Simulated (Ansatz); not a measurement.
rocksalt-structured ZrB

Level of theory: DFT, PBE, scalar-relativistic, no spin polarisation; plane waves to 420 eV with PAW datasets (Ansatz 0.2.0), 12×12×12 k-mesh, Gaussian smearing of 0.05 eV. The datasets are Ansatz's generated set soft_2.

```xyz
2
Lattice="0.0000 2.4521 2.4521 2.4521 0.0000 2.4521 2.4521 2.4521 0.0000" Properties=species:S:1:pos:R:3 pbc="T T T"
Zr    2.4521    2.4521    2.4521
B     0.0000    0.0000    0.0000
```

The compound is reported in the structure type of the start.

The cell above was scaled in volume, its shape and atoms being fixed by the lattice's symmetry. Energies are counted from the cell above.

```csv
V (Å³/atom),ΔE (meV/atom),P from the stress (GPa)
13.933,24.59,10.16
14.155,12.69,7.11
14.449,3.07,3.38
14.744,0.00,0.00
15.039,2.85,-3.05
15.334,11.05,-5.83
15.776,32.33,-9.51
16.219,63.06,-12.68
```

Problem. Do the energies and the pressures agree? Compare −ΔE/ΔV between neighbouring points (1 meV/Å³ = 0.1602 GPa) with the mean of their pressures.

Solution. 
```tsv
interval (Å³/atom)	−ΔE/ΔV (GPa)	mean P (GPa)
13.93 to 14.15	8.6	8.6
14.15 to 14.45	5.2	5.2
14.45 to 14.74	1.7	1.7
14.74 to 15.04	-1.5	-1.5
15.04 to 15.33	-4.5	-4.4
15.33 to 15.78	-7.7	-7.7
15.78 to 16.22	-11.1	-11.1
```
They differ by 0.04 GPa at most.

Problem. What do the two routes give for V0, B0 and B0′?

Solution. A third-order Birch–Murnaghan fit of the energies: V0 = 14.75 Å³/atom, B0 = 161 GPa, B0′ = 3.9. A polynomial of P in ln V, with B = −dP/d ln V at P = 0: V0 = 14.74 Å³/atom, B0 = 161 GPa, B0′ = 3.9.

B0·V0 = 160.6 GPa × 14.75 Å³ = 14.78 eV/atom sets the scale: near the minimum ΔE ≈ ½ B0 V0 x², with x = V/V0 − 1, and a pressure of 1.6 GPa squeezes the volume by about 1 %. At the ends of the curve: x = −5.5 % predicts 22.4 meV/atom and the run gives 24.6; x = +10.0 % predicts 73.8 meV/atom and the run gives 63.1. The curve is steeper than the parabola on the compressed side and flatter on the expanded side: the bulk modulus rises with pressure.

The cell is a metal with an odd number of electrons, and spin polarisation wasn't tried.

The energy and stress routes give the same equation of state, so the 161 GPa bulk modulus is numerically consistent, though this agreement doesn't test the functional or the datasets. Stoichiometric ZrB comes out softer than ZrC is known to be. The main reason is probably the electron count: in the rocksalt carbide the bonding states of metal d and non-metal p character are essentially filled, whereas the boride has one electron fewer per formula unit and leaves them partly empty. Boron's larger size also stretches the metal sublattice and weakens the metal-metal contribution.

The computed cell is clearly larger than that reported for rocksalt ZrB, by more than PBE's usual slight overestimate would explain. The ideal, fully occupied boron sublattice of the model is the likelier cause, since reported samples may have contained carbon, nitrogen or oxygen, which shrink the cell. A smooth minimum under uniform scaling doesn't establish stability against shear, phonon distortions or decomposition into zirconium and the well-known diboride.
